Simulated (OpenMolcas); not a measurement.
## C3H12AlN (SMILES C[N+](C)(C)[AlH3-]): methods side by side

The species is C3H12AlN (17 atoms), meant as a singlet with charge 0. SMILES: `C[N+](C)(C)[AlH3-]`. The shape is that of a PBE0-D4/def2-TZVP optimisation.

Each level gives the vertical ionisation energy (to the doublet cation) (eV). The values are calculated.

```json
{"level": "HF/6-31G* (spherical functions)", "kind": "Hartree–Fock", "program": "OpenMolcas", "value (eV)": "9.18", "CPU time (all runs)": "26 s"}
{"level": "SVWN5/6-31G* (spherical functions)", "kind": "LDA", "program": "OpenMolcas", "value (eV)": "9.23", "CPU time (all runs)": "3.4 min"}
{"level": "BLYP/6-31G* (spherical functions)", "kind": "GGA", "program": "OpenMolcas", "value (eV)": "9.08", "CPU time (all runs)": "5.7 min"}
{"level": "r2SCAN/6-31G* (spherical functions)", "kind": "meta-GGA", "program": "OpenMolcas", "value (eV)": "9.39", "CPU time (all runs)": "5.5 min"}
{"level": "BHLYP/6-31G* (spherical functions)", "kind": "global hybrid", "program": "OpenMolcas", "value (eV)": "9.72", "CPU time (all runs)": "3.4 min"}
```

The values span 9.08 to 9.72 eV. CPU times are rough (shared hosts, several kinds of processor): they show what a rung costs within a factor of a few.

The vertical ionisation energy doesn't rise steadily with the share of exact exchange: it climbs from 9.08 eV with BLYP to 9.72 eV with BHLYP, then falls back to 9.18 eV in Hartree–Fock. This pattern probably reflects two opposing effects, with exact exchange penalising a hole spread over several bonds, and Hartree–Fock omitting the pair correlation that is lost on ionisation. The closeness of the Hartree–Fock and LDA values is therefore no sign that either is accurate.

Chemically, the nitrogen lone pair of free trimethylamine is its easiest electron pair to ionise, but in the adduct it is stabilised by donation into the empty acceptor orbital of aluminium. The electron is then more likely to leave the Al–H σ bonds, which are polarised towards hydrogen and lie high in energy because aluminium is electropositive. That assignment is an inference from the bonding, since total ionisation energies don't locate the hole. Nor do vertical values show whether the Al–N bond would survive relaxation of the cation.
